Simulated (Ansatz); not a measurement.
## CaO: energy of the functional and RPA energy against volume scale

All results are calculated (Ansatz 0.2.0-dev trial). RPA total energy (exact exchange plus RPA correlation) on Kohn-Sham orbitals over scaled volumes of the cell given; energies count from the value at scale 1 or the largest scale.

The cell before it is scaled or strained (space group Fm-3m, No. 225):
```
cell vectors (Å)
   0.0000     2.4055     2.4055
   2.4055     0.0000     2.4055
   2.4055     2.4055     0.0000
atoms (fractions of the cell vectors)
Ca  0.00000  0.00000  0.00000
O   0.50000  0.50000  0.50000
```

Settings of every row: orbitals functional PBE; datasets hand_made_paw; wave cutoff 930 eV; k mesh 4x4x4; correlated electrons 16; response cutoff 450 eV; long wavelength term neglected.

Limits: coarse mesh, values belong to these settings and can lie far from the converged crystal; the count of empty bands follows the volume.

| row | volume scale | V (Å³/atom) | energy of the functional (eV, a cell) | RPA energy (eV, a cell) | total energy with exact exchange (eV, a cell) |
| --- | --- | --- | --- | --- | --- |
| 1 | 0.92 | 12.806 | 0.0907 | 0.0564 | 0.1282 |
| 2 | 0.96 | 13.362 | ? | ? | ? |
| 3 | 1 | 13.919 | 0 | 0 | 0 |
| 4 | 1.04 | 14.476 | 0.0049 | 0.0226 | -0.0044 |
| 5 | 1.08 | 15.033 | 0.035 | 0.0686 | 0.0215 |

Question: what energy of the functional and RPA energy should row 2 give?

Worked fit of energy of the functional. Take u = (V_r/V)^(2/3) − 1 with V_r = 14.198 Å³ an atom, which is twice the finite (Eulerian) strain; such expansions in the strain, on which the Birch-Murnaghan equation of state is built, carry the rest volume and the bulk modulus. The shown rows have u = 0.07121, 0.01332, -0.01284, -0.03738. Least squares give energy of the functional = −0.00107 − 0.1901 × u + 20.765 × u² eV; a straight line predicts inner rows, each left out in turn, worse (root mean square 0.037 against 0.00023 eV). The rows lie off it by 0.0000, -0.0001, 0.0001, -0.0001. The withheld row has u = 0.04129, so the fit gives −0.00107 − 0.1901 × (0.04129) + 20.765 × (0.04129)² = 0.0265 eV.

The calculation gave 0.0261 eV. The fit lies 0.0004 eV (1.5 % of the value, 0.44 % of the column's range) above it; its largest miss of a shown row is 0.0001 eV.

Worked fit of RPA energy. Take u = (V_r/V)^(2/3) − 1 with V_r = 14.198 Å³ an atom, which is twice the finite (Eulerian) strain; such expansions in the strain, on which the Birch-Murnaghan equation of state is built, carry the rest volume and the bulk modulus. The shown rows have u = 0.07121, 0.01332, -0.01284, -0.03738. Least squares give RPA energy = 0.00776 − 0.8365 × u + 21.326 × u² eV; a straight line predicts inner rows, each left out in turn, worse (root mean square 0.038 against 0.0012 eV). The rows lie off it by 0.0001, -0.0004, 0.0006, -0.0002 (root mean square 0.00038 eV). The withheld row has u = 0.04129, so the fit gives 0.00776 − 0.8365 × (0.04129) + 21.326 × (0.04129)² = 0.0096 eV.

The calculation gave 0.0086 eV. The fit lies 0.0010 eV (12 % of the value, 1.5 % of the column's range) above it; its largest miss of a shown row is 0.0006 eV.

The other values of row 2: total energy with exact exchange 0.0413 eV.
